Calculated values. Doubly charged ions, B-spline radial atomic code version 1, basis-set limit: configuration-averaged Hartree-Fock, Dirac-Coulomb (Fermi nucleus) and non-relativistic (point nucleus). Breit and QED terms are first-order values on the Dirac-Coulomb orbitals. The self-energy comes from the Flambaum-Ginges radiative potential, with K and L shells fixed to hydrogenic values.

## Script

```python
# Table: relativistic, Breit and QED terms (eV) in the total energy of group 1/2 dications; B-spline atomic code,
# Dirac-Coulomb HF vs non-relativistic HF, first-order Breit/QED. Tested: screened hydrogenic Dirac sum, 1s2 contact
# Gaunt, powers of Z alpha, and the size of each step against ionisation errors.
T = {
    'ion': ['K2+', 'Rb2+', 'Cs2+', 'Be2+', 'Mg2+', 'Ca2+', 'Sr2+', 'Ba2+'],
    'Z': [19, 37, 55, 4, 12, 20, 38, 56],
    'N': [17, 35, 53, 2, 10, 18, 36, 54],
    'configuration': ['[Ne] 3s2 3p5', '[Ar] 3d10 4s2 4p5', '[Kr] 4d10 5s2 5p5', '1s2', '[He] 2s2 2p6', '[Ne] 3s2 3p6', '[Ar] 3d10 4s2 4p6', '[Kr] 4d10 5s2 5p6'],
    'rel': [-64.25, -1127.8, -6335.7, -0.073507, -8.6867, -80.262, -1266.1, -6859.7],  # eV
    'Breit_frequency_dependence': [-0.005628, -0.2308, -1.939, 0.0, -0.0003417, -0.007648, -0.2672, -2.135],  # eV
    'Gaunt': [4.714, 47.22, 186.8, 0.01813, 0.9203, 5.654, 51.83, 198.9],  # eV
    'Wichmann_Kroll': [0.0007342, 0.03954, 0.4389, 5.794e-08, 4.64e-05, 0.0009976, 0.04642, 0.4905],  # eV
    'self_energy': [3.082, 31.64, 127.6, 0.00987, 0.5931, 3.693, 34.72, 136.1],  # eV
    'se_1s': [2.791, 27.49, 106.4, 0.00987, 0.5546, 3.335, 30.1, 113.3],  # eV
}
import numpy as np
from scipy.constants import alpha as a, physical_constants as pc
H = pc['Hartree energy in eV'][0]; mc2 = H/a**2; a0 = pc['Bohr radius'][0]*1e15
ion = T['ion']; A = lambda k: np.array(T[k], float)
Z, N, rel, fd, G, WK, SE, s1 = map(A, ['Z','N','rel','Breit_frequency_dependence','Gaunt','Wichmann_Kroll','self_energy','se_1s'])
# further outputs of the same runs: retardation, Uehling, recoil (hartree), NR density at nucleus, rms radius (fm),
# ionisation energy NR, Dirac, tabulated, and (Dirac+Breit+QED+recoil) minus tabulated (eV)
X = {'K2+':(-0.01366715,-0.008102494,0.00686833,4540.747,3.4349,45.58722,45.58554,45.8031,-0.2259203),
'Rb2+':(-0.1674767,-0.1219653,0.01386977,35060.2,4.2036,39.03588,39.11746,39.247,-0.1429875),
'Cs2+':(-0.7110105,-0.6601807,0.02146834,117628.1,4.8041,32.98884,33.20153,33.195,-0.009715867),
'Be2+':(0,-1.379972e-05,0.0008286968,34.35748,2.519,152.6912,152.7184,153.8962,-1.209134),
'Mg2+':(-0.00204825,-0.001257839,0.00392343,1091.225,3.057,78.65029,78.63019,80.1436,-1.530571),
'Ca2+':(-0.01678329,-0.009965361,0.007521168,5316.692,3.4776,49.91439,49.91645,50.91316,-1.006959),
'Sr2+':(-0.1849564,-0.13623,0.01422346,38037.72,4.224,42.13291,42.23093,42.88353,-0.6678451),
'Ba2+':(-0.7589825,-0.7151334,0.02153993,124270.5,4.8378,35.35439,35.59742,35.8438,-0.2643063)}
ret, U, rec, rho, R, Inr, Idc, Itab, ecor = np.array([X[i] for i in ion]).T; ret, U, rec = ret*H, U*H, rec*H
def d(z, n, k):
    x = z*a; return mc2*((1+(x/(n-k+np.sqrt(k*k-x*x)))**2)**-0.5-1+x*x/(2*n*n))
def slater(z, ne):
    sh = []
    for n, l in [(1,0),(2,0),(2,1),(3,0),(3,1),(3,2),(4,0),(4,1),(4,2),(5,0),(5,1)]:
        q = min(ne, 4*l+2); ne -= q
        if q > 0: sh.append((n, l, q))
    out = []
    for n, l, q in sh:
        if l == 2: s = 0.35*(q-1)+sum(p for m, k, p in sh if (m, k) < (n, l))
        else: s = (0.30 if n == 1 else 0.35)*(sum(p for m, k, p in sh if m == n and k < 2)-1)+sum(p*(0.85 if m == n-1 else 1) for m, k, p in sh if m < n)
        out.append(q*((l+1)*d(z-s, n, l+1)+(l*d(z-s, n, l) if l else 0))/(2*l+1))
    return sum(out), out[0]
M, MK = np.array([slater(z, n) for z, n in zip(Z, N)]).T; o = np.argsort(Z)
p, c = np.polyfit(np.log(Z), np.log(-rel), 1); pair = a*a*(Z-5/16)**3/4*H
print("rounding floor: rel 0.005 %%, others 0.05 %%; fit |rel| = %.3e eV * Z^%.3f" % (np.exp(c), p))
print("ion | err% of rel: Slater sum, bare K, power | K% in model | 1s2 pair eV, % of Gaunt | nucl. size eV (rough)")
for i in o: print("%-5s %+6.1f %+6.1f %+5.1f | %5.1f | %.4g %5.1f | %.0e" % (ion[i], 100*(M[i]/rel[i]-1), 100*(2*d(Z[i],1,1)/rel[i]-1), 100*(-np.exp(c)*Z[i]**p/rel[i]-1), 100*MK[i]/M[i], pair[i], 100*pair[i]/G[i], 2*np.pi/3*Z[i]*rho[i]*(R[i]/a0)**2*H))
print("local power of Z: rel, Gaunt, SE, SE(1s), freq, WK"); E = []
for u, v in [('Be','Mg'),('Mg','Ca'),('Ca','Sr'),('Sr','Ba'),('K','Rb'),('Rb','Cs')]:
    i, j = ion.index(u+'2+'), ion.index(v+'2+')
    E.append([np.log(y[j]/y[i])/np.log(Z[j]/Z[i]) if y[i] else np.nan for y in (rel, G, SE, s1, fd, WK)])
    print("%s-%s " % (u, v)+" ".join("%.2f" % e for e in E[-1]))
print("ion | Gaunt%, SE% of |rel| | freq/G/(Za)^2, WK/|U|/(Za)^2 | U/contact | F(1s), leading log | K% of SE")
for i in o:
    x = Z[i]*a  # 2.984: Bethe logarithm of 1s
    print("%-5s %5.2f %5.2f | %.4f %.3f | %.3f | %.2f %+.2f | %.1f" % (ion[i], -100*G[i]/rel[i], -100*SE[i]/rel[i], abs(fd[i])/G[i]/x**2, -WK[i]/U[i]/x**2, U[i]/(-4/15*a**3*Z[i]*rho[i]*H), s1[i]/2/(a/np.pi*x**4*mc2), 4/3*(np.log(x**-2)-2.984)+10/9, 100*s1[i]/SE[i]))
print("ion | eV total: retard, Uehling, recoil, net Breit+QED+recoil | IE: rel step, Breit+QED+rec step, err NR, err final")
net = G+ret+fd+SE+U+WK+rec; st = Itab+ecor-Idc
for i in o: print("%-5s %.4g %.4g %.4g %.4g | %+.4f %+.4f %+.3f %+.3f" % (ion[i], ret[i], U[i], rec[i], net[i], Idc[i]-Inr[i], st[i], Inr[i]-Itab[i], ecor[i]))
# further outputs: (occupation, Breit shift eV, self-energy eV) per orbital; 1s vac. pol. eV; outer p1/2, p3/2 energies (hartree)
O = {'Mg2+':([(2,.6783567,.2773031),(2,.04485302,.0187007),(2,.05850603,-.0003165745),(4,.04143559,.0004278882)],-.01605939,-3.013355,-3.001746),
'Sr2+':([(2,28.08158,15.04828),(2,3.036377,1.717613),(2,4.673523,-.02258714),(4,3.481485,.1142054),(2,.5184452,.2975946),(2,.7275623,.0008601111),
(4,.5368918,.02167082),(4,.3411391,-.002330767),(6,.2623833,.003191623),(2,.06708143,.03755307),(2,.0744399,7.778211e-05),(4,.0543093,.002211807)],-1.621932,-1.613743,-1.566834)}
for k, (w, vp, p1, p3) in O.items():
    i = ion.index(k); w = np.array(w); sp = (p3-p1)*H; hi = w[4:, 0]@w[4:, 2]
    print("%s half sum Breit shifts %.4g vs Gaunt+ret %.4g eV; 1s level Breit+SE+VP %.3f eV" % (k, w[:, 0]@w[:, 1]/2, G[i]+ret[i], w[0, 1]+w[0, 2]+vp))
    print("  p splitting %.3f, third %.3f, IE error to lowest level ~%.2f eV" % (sp, sp/3, ecor[i]-sp/3))
    print("  SE n>2 %.3f eV, 10-30%%: %.3f-%.3f; |freq| %.4g, WK %.4g eV" % (hi, .1*hi, .3*hi, abs(fd[i]), WK[i]))
print("max |Breit+QED+recoil step in IE| %.4f eV; max |rel step| %.3f eV; worst Slater-sum row %s" % (abs(st).max(), abs(Idc-Inr).max(), ion[int(np.argmax(abs(M/rel-1)))]))
E = np.array(E); h = Z > 4
assert np.all((-rel > G) & (G > SE)) and np.all((SE[h] > -fd[h]) & (-fd[h] > WK[h]))
assert np.all((E[:, 0] > 4) & (E[:, 0] < 4.7)) and np.all(E[:, 2] < 4) and np.all(abs(E[:, 5]-6) < 0.4)
assert fd[ion.index('Be2+')] == 0 and np.all(s1/SE > 0.8)
assert np.all((M/rel > 0.8) & (M/rel < 1.05))
```

Output:

```
rounding floor: rel 0.005 %, others 0.05 %; fit |rel| = 1.827e-04 eV * Z^4.333
ion | err% of rel: Slater sum, bare K, power | K% in model | 1s2 pair eV, % of Gaunt | nucl. size eV (rough)
Be2+    -7.6  +26.2  +0.9 | 100.0 | 0.01816 100.2 | 2e-05
Mg2+    -9.7  -13.2  -0.3 |  86.8 | 0.5783  62.8 | 2e-03
K2+     -9.1  -25.8  -1.3 |  76.5 | 2.364  50.2 | 2e-02
Ca2+    -9.0  -27.0  -1.3 |  75.5 | 2.764  48.9 | 3e-02
Rb2+    -6.2  -37.5  +1.0 |  64.5 | 17.89  37.9 | 5e-01
Sr2+    -6.2  -37.9  +0.9 |  64.1 | 19.39  37.4 | 5e-01
Cs2+    -5.8  -43.0  +0.1 |  59.2 | 59.25  31.7 | 3e+00
Ba2+    -5.9  -43.2  -0.0 |  59.0 | 62.56  31.5 | 3e+00
local power of Z: rel, Gaunt, SE, SE(1s), freq, WK
Be-Mg 4.34 3.57 3.73 3.67 nan 6.09
Mg-Ca 4.35 3.55 3.58 3.51 6.08 6.01
Ca-Sr 4.30 3.45 3.49 3.43 5.54 5.98
Sr-Ba 4.36 3.47 3.52 3.42 5.36 6.08
K-Rb 4.30 3.46 3.49 3.43 5.57 5.98
Rb-Cs 4.35 3.47 3.52 3.41 5.37 6.07
ion | Gaunt%, SE% of |rel| | freq/G/(Za)^2, WK/|U|/(Za)^2 | U/contact | F(1s), leading log | K% of SE
Be2+  24.66 13.43 | 0.0000 0.181 | 0.969 | 5.73 +6.56 | 100.0
Mg2+  10.59  6.83 | 0.0484 0.177 | 0.927 | 3.97 +3.63 | 93.5
K2+    7.34  4.80 | 0.0621 0.173 | 0.906 | 3.18 +2.40 | 90.6
Ca2+   7.04  4.60 | 0.0635 0.173 | 0.904 | 3.10 +2.26 | 90.3
Rb2+   4.19  2.81 | 0.0670 0.163 | 0.907 | 2.18 +0.62 | 86.9
Sr2+   4.09  2.74 | 0.0670 0.163 | 0.910 | 2.14 +0.55 | 86.7
Cs2+   2.95  2.01 | 0.0644 0.152 | 0.985 | 1.73 -0.43 | 83.4
Ba2+   2.90  1.98 | 0.0643 0.151 | 0.992 | 1.71 -0.48 | 83.2
ion | eV total: retard, Uehling, recoil, net Breit+QED+recoil | IE: rel step, Breit+QED+rec step, err NR, err final
Be2+  0 -0.0003755 0.02255 0.05017 | +0.0272 -0.0313 -1.205 -1.209
Mg2+  -0.05574 -0.03423 0.1068 1.53 | -0.0201 -0.0172 -1.493 -1.531
K2+   -0.3719 -0.2205 0.1869 7.386 | -0.0017 -0.0084 -0.216 -0.226
Ca2+  -0.4567 -0.2712 0.2047 8.817 | +0.0021 -0.0102 -0.999 -1.007
Rb2+  -4.557 -3.319 0.3774 71.17 | +0.0816 -0.0134 -0.211 -0.143
Sr2+  -5.033 -3.707 0.387 77.98 | +0.0980 -0.0152 -0.751 -0.668
Cs2+  -19.35 -17.96 0.5842 276.2 | +0.2127 -0.0162 -0.206 -0.010
Ba2+  -20.65 -19.46 0.5861 293.8 | +0.2430 -0.0179 -0.489 -0.264
Mg2+ half sum Breit shifts 0.8646 vs Gaunt+ret 0.8646 eV; 1s level Breit+SE+VP 0.940 eV
  p splitting 0.316, third 0.105, IE error to lowest level ~-1.64 eV
  SE n>2 0.000 eV, 10-30%: 0.000-0.000; |freq| 0.0003417, WK 4.64e-05 eV
Sr2+ half sum Breit shifts 46.79 vs Gaunt+ret 46.8 eV; 1s level Breit+SE+VP 41.508 eV
  p splitting 1.276, third 0.425, IE error to lowest level ~-1.09 eV
  SE n>2 0.778 eV, 10-30%: 0.078-0.233; |freq| 0.2672, WK 0.04642 eV
max |Breit+QED+recoil step in IE| 0.0313 eV; max |rel step| 0.243 eV; worst Slater-sum row Mg2+
```
